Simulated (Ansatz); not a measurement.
Ta: pressure and energy above lowest point against volume per atom

All results are calculated (Ansatz 0.2.0 development build). Equation of state of a cubic crystal from periodic Kohn-Sham density functional theory without spin; pressure corrected for the finite basis.

Cell of the first row (space group Im-3m, No. 229):
```
Ta
1.0
     -1.6143     1.6143     1.6143
      1.6143    -1.6143     1.6143
      1.6143     1.6143    -1.6143
Ta
1
Direct
  0.00000 0.00000 0.00000
```

Settings of every row: formula Ta; structure type bcc; functional r2SCAN; spin treatment none; k mesh 14x14x14; occupation method fermi-dirac; occupation width 0.1 eV; wave cutoff 520 eV; datasets hand-made PAW; density cutoff ratio 4; xc grid level 2.

Limits: modest k-mesh, values are not fully converged in k; the SCF threshold is loose for a stress in some rows; no spin-orbit coupling, which can matter with elements this heavy.

| row | volume per atom (Å³) | pressure (GPa) | energy above lowest point (meV/atom) |
| --- | --- | --- | --- |
| 1 | 16.828 | 16.104 | 56.87 |
| 2 | 17.377 | ? | ? |
| 3 | 17.926 | 1.253 | 0 |
| 4 | 18.474 | -4.622 | 6.03 |
| 5 | 19.023 | -9.668 | 30.72 |

Question: what pressure and energy above lowest point should row 2 give?

Worked fit of pressure. Take u = (V_r/V)^(2/3) − 1 with V_r = 18.2 Å³ an atom, which is twice the finite (Eulerian) strain; such expansions in the strain, on which the Birch-Murnaghan equation of state is built, carry the rest volume and the bulk modulus. The shown rows have u = 0.05364, 0.01016, -0.00991, -0.02905. Least squares give pressure = −1.7984 + 292.935 × u + 760.76 × u² GPa; a straight line predicts inner rows, each left out in turn, worse (root mean square 0.79 against 0.0095 GPa). The rows lie off it by 0.000, -0.003, 0.005, -0.002 (root mean square 0.0031 GPa). The pressure vanishes at u = 0.0060, or V = 18.04 Å³ an atom, and there the bulk modulus at fixed shape and fractions is B = −V dP/dV = (2/3)(1 + u) dP/du = 203 GPa. The withheld row has u = 0.03133, so the fit gives −1.7984 + 292.935 × (0.03133) + 760.76 × (0.03133)² = 8.126 GPa.

The calculation gave 8.114 GPa. The fit lies 0.012 GPa (0.047 % of the column's range) above it; its largest miss of a shown row is 0.005 GPa.

Worked fit of energy above lowest point. Take u = (V_r/V)^(2/3) − 1 with V_r = 18.2 Å³ an atom, which is twice the finite (Eulerian) strain; such expansions in the strain, on which the Birch-Murnaghan equation of state is built, carry the rest volume and the bulk modulus. The shown rows have u = 0.05364, 0.01016, -0.00991, -0.02905. Least squares give energy above lowest point = 0.504 − 305.67 × u + 25288.2 × u² meV/atom; a straight line predicts inner rows, each left out in turn, worse (root mean square 26 against 0.026 meV/atom). The rows lie off it by 0.00, -0.01, 0.01, 0.00. Its lowest point lies at u = 0.0060, or V = 18.04 Å³ an atom, and the curvature there gives the bulk modulus at fixed shape and fractions, B = (4/9)(1 + u)² E″(u)/V = 202 GPa. The withheld row has u = 0.03133, so the fit gives 0.504 − 305.67 × (0.03133) + 25288.2 × (0.03133)² = 15.75 meV/atom.

The calculation gave 15.74 meV/atom. The fit lies 0.01 meV/atom (0.018 % of the column's range) above it, one unit of the last digit.
